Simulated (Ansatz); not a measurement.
**A film clamped to a substrate in Ti**

These are results of DFT PBEsol, scalar-relativistic, plane waves, PAW (Ansatz 0.2.0), not measurements. Cutoff 420 eV, Γ-centred 20×20×20 k-points, Gaussian smearing of 0.15 eV. No spin polarisation. Energies are free energies at this smearing, counted from the undisturbed cell; pressure is positive in compression.

Zero of the scan (as given, not relaxed at this level; it stands at -0.3 GPa; this fcc form isn't the usual structure):

```
CELL_PARAMETERS angstrom
0.00000 2.03000 2.03000
2.03000 0.00000 2.03000
2.03000 2.03000 0.00000
ATOMIC_POSITIONS crystal
Ti 0.00000 0.00000 0.00000
```

The cell (1 atom, V0 = 16.73 Å³) is strained by p along both x and y and by q along z, fractional coordinates fixed. τp = (1/V0) ∂E/∂p = (σxx + σyy)(1 + p)(1 + q) and τq = (1/V0) ∂E/∂q = σzz(1 + p)², with tension positive.

```
     p q  ΔE (meV/atom)  τp (GPa)  τq (GPa)
 0.000   0.000           0.00      0.57      0.28
-0.025   0.000          14.84    -12.22     -5.09
 0.025   0.000          16.39     11.71      5.11
 0.000  -0.025           3.88     -4.70     -3.30
 0.000   0.025           5.09      5.50      3.55
```

Get the second derivatives of the energy density.

Central differences give A = ∂τp/∂p = 479 GPa (C11 + C22 + 2 C12), C = ∂τq/∂q = 137 GPa (C33) and the cross term B = ∂τq/∂p = 204 GPa (C13 + C23); ∂τp/∂q = 204 GPa must equal B, and any difference shows higher-order terms. The ions are clamped. In a cubic crystal C11 = C = 137, C12 = B/2 = 102 GPa and A should be 2(C11 + C12) = 478 GPa; the bulk modulus is (C11 + 2 C12)/3 = 114 GPa.

A film of this crystal grows with z along the normal on a substrate that imposes p. How does its thickness respond, and what does the misfit cost?

Count p and q from the stress-free cell. A free surface needs τq = 0, so q = −(B/C) p = -1.49 p. The energy density left is (A − B²/C) p²/2 = M p², with the biaxial modulus M = 87 GPa; a misfit of 1 % costs 0.91 meV/atom, against 2.50 meV/atom if the thickness were held.

In a metal these slopes depend on the k mesh and the smearing.

Letting the thickness relax removes well over half of the misfit energy, because this fcc lattice resists a change of volume much more than a tetragonal change of shape. C11 exceeds C12 only modestly, so the film thins by 1.49 times the in-plane stretch. This recovers much of the volume change, though not all of it, since constant volume would require a factor of two. The metallic bonding explains the contrast: compression raises the kinetic energy of the electrons and the overlap repulsion, whereas a tetragonal distortion mainly redistributes neighbour distances and d-band energy. With titanium's sparsely filled d band, that redistribution probably costs little along the Bain path linking fcc to bcc. The stresses also rise faster in compression than in tension for both strains, as expected from anharmonic repulsion, so larger misfits of opposite sign should not cost the same. The positive biaxial modulus supports resistance to this tetragonal distortion, but shear involving C44 and transformation towards the hcp ground state remain untested.
